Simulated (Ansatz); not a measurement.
A series in temperature on ZrTi3Si8

Results calculated with Ansatz 0.2.0, not measured. Harmonic vibrational free energy, entropy and heat capacity at constant volume, per atom, from the force constants of a q mesh, imaginary modes left out; plane waves with PAW datasets, Gamma-centred k mesh.

Structure of every row (space group C222, No. 21):
```
CELL_PARAMETERS angstrom
4.19630 -4.34380 0.00000
4.19630 4.34380 0.00000
0.00000 0.00000 4.88530
ATOMIC_POSITIONS crystal
Zr 0.00000 0.00000 0.50000
Ti 0.00000 0.50000 0.74803
Ti 0.50000 0.00000 0.25197
Ti 0.50000 0.50000 0.00000
Si 0.83426 0.34533 0.24293
Si 0.34533 0.83426 0.75707
Si 0.16574 0.65467 0.24293
Si 0.65467 0.16574 0.75707
Si 0.65651 0.65651 0.50000
Si 0.16878 0.16878 0.00000
Si 0.34349 0.34349 0.50000
Si 0.83122 0.83122 0.00000
```

Settings of every row: functional PBE; dispersion none; spin none; wave cutoff 420 eV; k mesh 6x6x8; occupations fermi dirac; smearing width 0.15 eV; pressure 0 GPa; phonon method linear response; q mesh 1x1x2.

Limits: coarse q mesh; levels loosely converged; metal sensitive to the k mesh; the cell comes from a prototype or a list of computed structures and needn't be the stable phase.

| row | temperature (K) | phonon heat capacity (kB/atom) | phonon entropy (kB/atom) | phonon free energy (meV/atom) |
| --- | --- | --- | --- | --- |
| 1 | 200 | 2.268 | 1.754 | 36 |
| 2 | 300 | 2.635 | 2.755 | 16.4 |
| 3 | 400 | 2.785 | 3.536 | -10.8 |
| 4 | 500 | 2.86 | 4.167 | -44.1 |
| 5 | 600 | 2.901 | 4.692 | -82.3 |
| 6 | 700 | 2.927 | 5.142 | -124.7 |
| 7 | 800 | ? | ? | ? |
| 8 | 900 | 2.955 | 5.881 | -220 |
| 9 | 1000 | 2.964 | 6.193 | -272 |

Question: what phonon heat capacity and phonon entropy should row 7 give?

Worked fit of phonon heat capacity. At high temperature a harmonic heat capacity falls short of its limit by a term in 1/T², so take t = (100 K / T)². The shown rows have t = 0.25, 0.11111, 0.0625, 0.04, 0.02778, 0.02041, 0.01235, 0.01. Least squares give phonon heat capacity = 2.9986 − 3.566 × t + 2.575 × t² kB/atom; a straight line predicts inner rows, each left out in turn, worse (root mean square 0.015 against 0.001 kB/atom). The rows lie off it by 0.000, 0.001, -0.001, 0.000, -0.001, 0.000, 0.000, 0.001. The constant, 2.9986 kB/atom, is to be held against the harmonic limit of 3 k_B an atom. The withheld row has t = 0.01562, so the fit gives 2.9986 − 3.566 × (0.01562) + 2.575 × (0.01562)² = 2.944 kB/atom.

The calculation gave 2.944 kB/atom. The fit meets it to the printed digit.

Worked fit of phonon entropy. Entropy rises as the heat capacity times the change of ln T, so take t = ln(T / 300 K). The shown rows have t = -0.4055, 0, 0.2877, 0.5108, 0.6931, 0.8473, 1.0986, 1.204. Least squares give phonon entropy = 2.7743 + 2.61972 × t + 0.18983 × t² kB/atom; a straight line predicts inner rows, each left out in turn, worse (root mean square 0.047 against 0.015 kB/atom). The rows lie off it by 0.011, -0.019, -0.008, 0.005, 0.011, 0.012, 0.000, -0.011 (root mean square 0.011 kB/atom), a smooth pattern that one more power would take up: the form is only approximate. The slope at t = 0, 2.62 kB/atom, estimates the heat capacity at 300 K. The withheld row has t = 0.9808, so the fit gives 2.7743 + 2.61972 × (0.9808) + 0.18983 × (0.9808)² = 5.526 kB/atom.

The calculation gave 5.534 kB/atom. The fit lies 0.008 kB/atom (0.18 % of the column's range) below it; its largest miss of a shown row is 0.019 kB/atom.

The other values of row 7: phonon free energy -170.8 meV/atom.
